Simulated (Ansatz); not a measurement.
A series in volume scale on BiTe

Results calculated with Ansatz 0.2.0, not measured. Free energy against uniform scaling of the volume at fixed shape and fractions; periodic cell, basis, potentials, k mesh and filling as listed.

The cell before it is scaled or strained (space group Fm-3m, No. 225):
```
BiTe
1.0
      0.0000     3.2350     3.2350
      3.2350     0.0000     3.2350
      3.2350     3.2350     0.0000
Bi Te
1 1
Direct
  0.00000 0.00000 0.00000
  0.50000 0.50000 0.50000
```

Settings of every row: functional PBE; dispersion none; potentials all-electron LAPW; k mesh 8x8x8; k shift 0x0x0; occupations fermi dirac; smearing width 0.1 eV; spin none.

Limits: coarse k mesh, up to 40 meV an atom off; no spin-orbit coupling, which can matter with elements this heavy.

```
row  volume scale  V (Å³/atom)  energy above lowest point (meV/atom)
  1          0.94       31.824                                  31.2
  2          0.97       32.839                                     ?
  3             1       33.855                                   0.2
  4          1.03       34.871                                     0
  5          1.06       35.886                                   7.9
```

Question: what energy above lowest point should row 2 give?

Worked fit of energy above lowest point. Take u = (V_r/V)^(2/3) − 1 with V_r = 34.363 Å³ an atom, which is twice the finite (Eulerian) strain; such expansions in the strain, on which the Birch-Murnaghan equation of state is built, carry the rest volume and the bulk modulus. The shown rows have u = 0.05251, 0.00998, -0.00974, -0.0285. Least squares give energy above lowest point = −1.02 + 12.4 × u + 11448 × u² meV/atom; a straight line predicts inner rows, each left out in turn, worse (root mean square 11 against 0.12 meV/atom). The rows lie off it by 0.0, 0.0, 0.1, 0.0. Its lowest point lies at u = -0.0005, or V = 34.39 Å³ an atom, and the curvature there gives the bulk modulus at fixed shape and fractions, B = (4/9)(1 + u)² E″(u)/V = 47.4 GPa. The withheld row has u = 0.0307, so the fit gives −1.02 + 12.4 × (0.0307) + 11448 × (0.0307)² = 10.2 meV/atom.

The calculation gave 10 meV/atom. The fit lies 0.2 meV/atom (2 % of the value, 0.64 % of the column's range) above it; its largest miss of a shown row is 0.1 meV/atom.
